Question: Why does the pull fade while the energy still climbs?

I am looking at a calculation in which a perfect Ni₃Ge crystal is cut along a (100) plane and the two halves are moved apart as rigid blocks.

Rigid opening of Ni3Ge (Pm-3m, a = 3.525 Å) at one (100) cut per 12-atom cell, with no relaxation of the atoms. Calculated with Ansatz 0.2.0, plane-wave PAW, scalar-relativistic PBEsol without spin polarisation, 420 eV cutoff, 13×13×5 k mesh and 0.15 eV Gaussian smearing. Separation energies are free energies per area of cut, relative to the unopened crystal.

```
opening (Å)  separation energy (mJ/m²)  traction (GPa (slope of the separation energy))
          0                          0                                            -0.02
        0.5                       1131                                            33.62
          1                       2731                                            27.84
          2                       4470                                             8.88
          3                       4929                                             1.81
```

The opening is the added distance between the halves, the separation energy is the cost per area of cut, and the traction is the pull per area needed to hold the gap open. The traction is highest at 0.5 Å, when less than a quarter of the energy at 3 Å has been spent. The largest jump in energy comes later, between 1 and 2 Å, where the traction is already falling. How do these fit together, and what sets the distance at which the pull is strongest?

Answer:

The two columns agree once the unequal steps are allowed for. Traction is the slope of the energy, so it measures energy gained per ångström and not energy gained per row. Between 0.5 and 1 Å the mean slope is 32 GPa, and between 1 and 2 Å it is only 17 GPa, but the second step is twice as long. The energy goes on rising as long as there is any pull left to work against, even a weak one.

The shape of the traction comes from two opposing tendencies. In the undisturbed crystal, attraction and repulsion across the plane balance, so the traction starts at practically zero. A small opening upsets that balance, and the halves pull back like a stretched spring. As the gap widens, however, the electron clouds of the two faces overlap less and the bonding that supplies the pull fades. The pull therefore rises, passes a maximum and dies away.

A diatomic molecule pulled apart behaves in the same way: its restoring force grows from zero at the equilibrium bond length, peaks and then decays as the bond breaks. The comparison holds for the shape of the curve only. In the crystal each face atom is also bonded to its own block, and that bonding remains when the gap is wide.

The forces on the face atoms in the same calculation show this change of balance. At 0.5 Å a nickel atom on the pure nickel face is drawn towards the gap with 0.98 eV/Å. At 3 Å it is drawn back into its own block with 0.42 eV/Å. The opposite face, which holds germanium and nickel, turns round later: at 2 Å its atoms are on average still drawn weakly outwards. The traction can stay positive after both faces have turned, because it counts the pull between the whole blocks, whereas the force on one atom also includes its neighbours behind it.

The simplest formula for this picture is a spring that weakens exponentially. Let x be the opening, K the initial stiffness of the gap and l the distance over which the bonding fades. The traction T is then

T = K x exp(−x/l)

Adding up the work from zero to x gives the separation energy E:

E = G [1 − (1 + x/l) exp(−x/l)], with G = K l²

Here G is the energy of complete separation. This form is known as the universal binding-energy relation. Its traction peaks at x = l, with the height G/(e l), where e = 2.718. The exponential fading is a reasoned assumption, since the table holds no electron densities that would show the overlap directly.

The relation G = K l² also explains why the peak comes so early. In a stiff crystal the pull rises steeply, so for a given total energy of separation it must also fade within a short distance. To estimate l, suppose that only neighbouring atomic layers act on each other. The stiffness of the gap is then the elastic modulus C, taken for stretching along the normal with the sides held fixed, divided by the layer spacing d:

K = C/d, so l = √(G d/C)

For C I take about 250 GPa, a rough recalled value typical of nickel and its alloys. The cell is 10.57 Å long and holds six layers, so d = 10.57/6 = 1.76 Å. For G I use the energy at 3 Å, 4929 mJ/m², which is 49.3 GPa·Å because 1 GPa·Å equals 100 mJ/m². Then

l = √(49.3 × 1.76/250) = 0.59 Å

peak traction = 49.3/(2.718 × 0.59) ≈ 31 GPa

The estimate puts the peak near 0.6 Å, and its height comes out about a tenth below the largest traction in the table. It takes the total energy from the table, but no traction value enters it. Agreement this close may be partly luck, since the modulus is rough and layers beyond the nearest are expected to interact too.

The same formula can be tested more closely by fitting G and l to the four energies at non-zero opening; the output below gives the details. The fit places the peak at 0.56 Å. The tractions were not used in the fit, and at 0.5 Å the curve reproduces the table to about 1 %. This tests the shape of the curve between the points, but not its cause, because traction and energy describe the same process. A Morse curve, a form made for diatomic molecules, follows the data too, but with about twice the misfit.

In relative terms, the formula is weakest in the tail. At 3 Å it gives 2.3 GPa where the table has 1.8 GPa, about a quarter too much, so the calculated pull fades faster there than the formula allows. For the same reason the energy of complete separation is uncertain. The two curves put another 170 and 250 mJ/m² beyond the last row, and since both overstate the pull at 3 Å, these additions may be too large for this calculation. In a real crystal the tail is expected to be somewhat stronger, because PBEsol leaves out the long-range dispersion attraction between the blocks.

The exact maximum is not settled either. No opening was calculated between 0 and 0.5 Å or between 0.5 and 1 Å, so 33.6 GPa is the largest sampled traction and the position of the peak rests on the fitted curve.

For practical use, read this traction as the strength of a flawless crystal whose halves stay rigid and separate everywhere at once. Real parts fail at far lower stress, because cracks concentrate the load and dislocations let the metal slip. The energy belongs to two unlike faces together, so half of it is an average and not the surface energy of either. Letting the atoms relax would lower the energy of the opened crystal, and magnetism, whether in the undisturbed crystal or at the opened faces, was not tested because spin was left out.

To guess the curve for a similar crystal, start from its stiffness and its separation energy. At equal separation energy and layer spacing, the formula gives a stiffer crystal an earlier and higher peak. At equal stiffness and spacing, a larger separation energy makes the peak higher but moves it to a wider opening.

Numerical output:

```
fit of separation_energy on 4 rows (opening > 0): coefficient of (1 - (1 + opening/s)*exp(-opening/s)) 5099 +/- 18, s 0.5587; rms 17.9, worst 2.0 -21.9, leave-one-out rms 40.7
  rows outside the fit (model, value, miss): 0.0 0, 0, 0
fit of separation_energy on 4 rows (opening > 0): coefficient of (1 - exp(-opening/s))**2 5178 +/- 36, s 0.7746; rms 35.6, worst 2.0 -45.4, leave-one-out rms 80.7
  rows outside the fit (model, value, miss): 0.0 0, 0, 0
Energy share, mean slope and tractions from the energy fits:
  row  % of 3 A energy  mean slope from row before GPa  universal curve GPa  Morse GPa
  0.0                0                             n/a                    0          0
  0.5            22.95                           22.62                33.38      33.35
  1.0            55.41                              32                27.28      26.66
  2.0            90.69                           17.39                9.112      9.346
  3.0              100                            4.59                2.283      2.722
rms traction miss of universal curve, GPa: 0.4035
rms traction miss of Morse curve, GPa: 0.7948
peak traction of universal curve, GPa: 33.57
energy still to come after 3 A, universal curve, mJ/m2: 170.5
energy still to come after 3 A, Morse curve, mJ/m2: 249.1
length estimated from stiffness, A: 0.5895
peak traction estimated from stiffness, GPa: 30.76
Traction rebuilt and force on a face atom towards the gap:
  row  stress plus forces GPa  Ni face eV/A  mixed face mean eV/A
  0.0                -0.02378             0                     0
  0.5                   33.62        0.9758                 1.212
  1.0                   27.84        0.6089                0.9284
  2.0                   8.881       -0.1605                0.1501
  3.0                   1.806       -0.4209               -0.1061
```
